**Why does the ionisation energy of N≡Mo(NH₂)₃ depend on the functional in this order?**

I calculated the vertical ionisation energy of the nitrido tris-amide N≡Mo(NH₂)₃ with eight density functionals, all in one basis and at one geometry.

Vertical ionisation energies of N≡Mo(NH₂)₃ from the neutral singlet to the doublet cation, calculated with Ansatz 0.2.0 at the level given in each row. All rows use the same PBE-D4/def2-SVP geometry for both charge states.

```tsv
result level	result ionisation energy (eV)
SPW92/def2-TZVP	8.640
PBE-D4/def2-TZVP	8.399
BLYP-D4/def2-TZVP	8.307
r2SCAN-D4/def2-TZVP	8.465
B3LYP-D4/def2-TZVP	8.675
PBE0-D4/def2-TZVP	8.645
wB97X-V/def2-TZVP	8.946
B2PLYP/def2-TZVP	8.713
```

I was taught that exact exchange raises ionisation energies. PBE0 does lie above PBE, and B3LYP above BLYP. But SPW92, a local functional with no exact exchange, ties with PBE0, and B2PLYP, with more than half exact exchange, is barely above B3LYP. What sets the order?

**Answer**

The column "result level" names the functional, and "result ionisation energy" is $I = E_{\text{cation}} - E_{\text{neutral}}$ at the fixed geometry. The order is easiest to follow as a sum of two contributions. Exact exchange raises $I$ above the value of a given parent functional, and the choice of semilocal exchange and correlation moves the parent value itself by a similar amount. A rule that looks at exact exchange alone sees only the first.

The first thing to ask is which electron leaves. The Mo–N distances are 1.65 Å to the nitride and 1.96 Å on average to the amides, and the metal is formally Mo(VI) with an empty d shell, so the hole sits mainly on the ligands. Each NH₂ group lies in a plane that contains the Mo≡N axis, which makes the three amide lone pairs point tangentially around that axis. In threefold symmetry they combine into a degenerate pair $e$, which donates into empty d orbitals and is stabilised, and a single combination $a_2$, which finds no d orbital of its symmetry and stays non-bonding. That makes $a_2$ a natural candidate for the highest occupied level, but the assignment is a guess from symmetry, and the nitride σ lone pair fits the evidence below as well.

The SPW92 calculation describes the cation more directly. It is a stable doublet with $\langle S^2\rangle = 0.760$ against the ideal $s(s+1) = 0.75$, so the spin-contamination warning carried by the runs is harmless in this row. The lowest pair of empty levels is split by about 3 meV in the neutral molecule and by about the same in the cation. A hole trapped on one amide would break the threefold symmetry and open that pair, so in this row the hole is symmetric. The cation was checked for stability only, which does not exclude a lower doublet.

The same row shows why an energy difference is far more forgiving than an orbital energy. Janak's theorem states $\partial E/\partial n = \varepsilon(n)$, where $n$ is the occupation of the level being emptied and $\varepsilon$ its energy. Integrating from the cation ($n=0$) to the neutral ($n=1$), and taking $\varepsilon$ as linear in $n$, gives

$$I = -\int_0^1 \varepsilon(n)\,dn \approx -\tfrac12\,[\varepsilon(1) + \varepsilon(0)].$$

With the highest occupied level of the neutral and the empty β level of the cation, this is $\tfrac12(5.779 + 11.520) = 8.650$ eV, only 0.010 eV above the table value, with nothing fitted. The agreement is consistent with the hole being made in the neutral's highest level.

The level falls by $U = 5.74$ eV as it is emptied, whereas the exact functional would hold it constant between integer electron numbers. The lowest empty pair falls by almost the same amount, 5.79 eV for α spin, which marks the drop as mostly the electrostatic potential of one positive charge, softened by the relaxation of the other electrons. The length $e^2/(4\pi\varepsilon_0 U)$ comes to 2.5 Å, about the radius of the molecule. Because of this curvature the negative of the highest orbital energy misses $I$ by 2.86 eV, while the energy difference compares two integer electron numbers and steps over most of the error.

What survives is smaller: all eight rows fit within 0.64 eV. Theory traces part of this residue to the same curvature acting on the fragments of the molecule. Suppose a fragment that has lost a fraction $q$ of an electron has the energy $qI_0 - \tfrac{\kappa}{2}q(1-q)$, where $I_0$ is its ionisation energy and $\kappa > 0$ measures how far a semilocal functional sags below the correct straight line. A hole shared by $N$ equal fragments has $q = 1/N$ on each, and the sum is $I_0 - \tfrac{\kappa}{2}(1 - 1/N)$. A shared hole is thus made too cheap, more so the more fragments share it, and exact exchange, which curves the other way, reduces $\kappa$ and raises $I$. This is the standard delocalisation error, written for fragments far apart. For ligands bound to one metal it gives a direction and no size, and it would matter less for a hole held mainly in the nitride lone pair. The table agrees with its sign but does not isolate it.

The size of the exchange effect follows from a first-order argument. A global hybrid replaces a fraction $a$ of semilocal exchange by exact exchange, and since the energy is stationary in the orbitals, its first change is $a\,(E_x^{\text{exact}} - E_x^{\text{sl}})$ evaluated with the orbitals of the parent. Taking cation minus neutral gives

$$I(a) = I_{\text{parent}} + k\,a .$$

PBE and PBE0 form the one pair in the table that differs in exchange alone, apart from the dispersion parameters. Their gap of 0.246 eV at $a = 0.25$ fixes $k = 0.984$ eV, close to 0.1 eV for every ten per cent of exact exchange.

Now the parents. The four functionals with $a = 0$ spread over 0.333 eV, more than the whole step from PBE to PBE0, so the numbers themselves rule out exchange fraction as the only variable. A single straight line in $a$ through the seven functionals other than wB97X-V confirms this: its largest misses, about 0.17 eV in opposite directions, are SPW92 and BLYP, which share the same $a$. The fits and their residuals are in the output printed after this answer.

A likely reason for the high place of SPW92 lies in correlation. Ionising a closed shell breaks up an opposite-spin pair, the correlation energy of that pair is lost, and the loss adds to $I$. The local approximation strongly overstates the correlation energies of molecules. It is expected to overstate this loss as well, and gradient corrections to correlation cut it back. The table shows only the net outcome of changing exchange and correlation together, a fall of 0.241 eV from SPW92 to PBE. That fall happens to match the rise from PBE to PBE0, and the tie to within 0.005 eV is two unrelated shifts cancelling. r2SCAN lies 0.066 eV above PBE, in the direction that reduced self-interaction would give, though nothing here tests that reading.

B3LYP is a test of the exchange slope, since it was no part of fixing $k$. The model gives $8.307 + 0.20 \times 0.984 = 8.504$ eV from the BLYP parent, on the assumption that the slope found for PBE exchange carries over to the Becke exchange of BLYP.

The table value, 8.675 eV, lies 0.171 eV above this estimate. B3LYP is not simply BLYP with exact exchange added: it also keeps a little less of the gradient correction to exchange, and it replaces 19 % of the LYP correlation by local correlation, here in the VWN-RPA form, which overcorrelates even more than the form in SPW92. By the argument above this admixture pushes $I$ up. Scaling the gap between SPW92 and BLYP by that share yields only 0.06 eV, a crude figure because the gap mixes exchange with correlation and refers to the milder local form. The sign of the excess is therefore argued and its size is not accounted for; a different slope for Becke exchange could contribute.

B2PLYP misses in the other direction. With $a = 0.53$ and the same transferred slope the model gives 8.829 eV, which is 0.116 eV above the table value. The row looks strongly anomalous only if the step from BLYP to B3LYP is read as pure exchange, for that steeper slope overshoots by 0.569 eV. B2PLYP has no local admixture, and it trades about a quarter of LYP for second-order perturbative correlation.

That the perturbative term causes the remaining shortfall is a guess. It has a plausible direction, since such correlation converges slowly with basis size and a triple-zeta basis would understate what is lost with the electron. Only about a quarter of the perturbative term enters the energy, though, so its basis error may be too small to fill the gap alone. The runs also carry a warning that outer-core shells were correlated without core-valence functions. It matters here because only this row computes part of its correlation from excitations into empty orbitals. A first-order formula is moreover least safe at the largest $a$.

wB97X-V stands highest, 0.301 eV above PBE0, and stayed outside both fits. Its exact-exchange share grows with the distance between electrons from 0.17 towards one, so it acts most strongly on exactly the long-range part of the error that a hole spread across the molecule would feel. An effective global fraction can be read off, but it comes out as 0.56 on the PBE line and 0.86 on the single line. The number depends on the line chosen and carries no meaning beyond falling inside the allowed range, all the more as the semilocal part and the dispersion treatment differ from those of PBE.

The order of the rows is no ranking by accuracy, and the gaps of 0.030 eV from PBE0 to B3LYP and 0.038 eV from B3LYP to B2PLYP are much smaller than the largest misses of either model. All rows share one basis without diffuse functions and omit spin-orbit coupling, so they can share an error that no comparison among them reveals. The whole reading also assumes that every functional ionises the same orbital into the same symmetric state, which was examined above for SPW92 alone. Exact exchange favours localised holes, so the open question is whether the cation in B2PLYP and wB97X-V keeps the symmetric hole or has moved to another state, in which case those two rows would not belong on any line drawn through the others.

The analysis program printed:

```
Rounding of a difference of two rows: 0.001 eV
Order: BLYP < PBE < r2SCAN < SPW92 < PBE0 < B3LYP < B2PLYP < wB97X-V
Spread, all rows: 0.639 eV
Spread, rows without exact exchange: 0.333 eV
  PBE0 - PBE: +0.246 eV
  B3LYP - BLYP: +0.368 eV
  B2PLYP - BLYP: +0.406 eV
  SPW92 - PBE: +0.241 eV
  SPW92 - BLYP: +0.333 eV
  r2SCAN - PBE: +0.066 eV
  PBE - BLYP: +0.092 eV
  PBE0 - SPW92: +0.005 eV
  B3LYP - PBE0: +0.030 eV
  B2PLYP - B3LYP: +0.038 eV
  wB97X-V - PBE0: +0.301 eV
  wB97X-V - B2PLYP: +0.233 eV
Mo-N nitride 1.65 A, amide mean 1.96 A
Largest H distance from its N-Mo-N(nitride) plane: 0.01 A
SPW92: energy difference 8.640 eV, table 8.640 eV
  -HOMO 5.779 eV, short of IE by 2.861 eV
  -(empty beta level of cation) 11.520 eV, above IE by 2.880 eV
  mean of the two 8.650 eV, minus table +0.010 eV
  level drop on ionisation U = 5.741 eV, length e^2/U = 2.51 A
  drop of lowest virtual pair: alpha 5.787, beta 5.635 eV
  pair splitting (meV): neutral 3.3, cation alpha 3.0, beta 3.2
Slopes (eV per unit a): PBE0 0.984, B3LYP 1.840, B2PLYP 0.766
BLYP + k*a with k from PBE and PBE0, no refit:
  B3LYP: model 8.504, table 8.675, table - model +0.171 eV
  B2PLYP: model 8.829, table 8.713, table - model -0.116 eV
  crude local share, 0.19*(SPW92 - BLYP): 0.06 eV
  B2PLYP on the B3LYP slope: 9.282, table - model -0.569 eV
Single line, seven global rows: IE = 8.472 + 0.552 a, rms 0.102 eV
  SPW92 (a = 0.00): residual +0.168 eV
  PBE (a = 0.00): residual -0.073 eV
  BLYP (a = 0.00): residual -0.165 eV
  r2SCAN (a = 0.00): residual -0.007 eV
  B3LYP (a = 0.20): residual +0.093 eV
  PBE0 (a = 0.25): residual +0.035 eV
  B2PLYP (a = 0.53): residual -0.052 eV
  worst row: SPW92
wB97X-V, outside the fits: fraction runs from 0.17 to 1 with distance
  implied a on PBE line 0.56, on single line 0.86
```
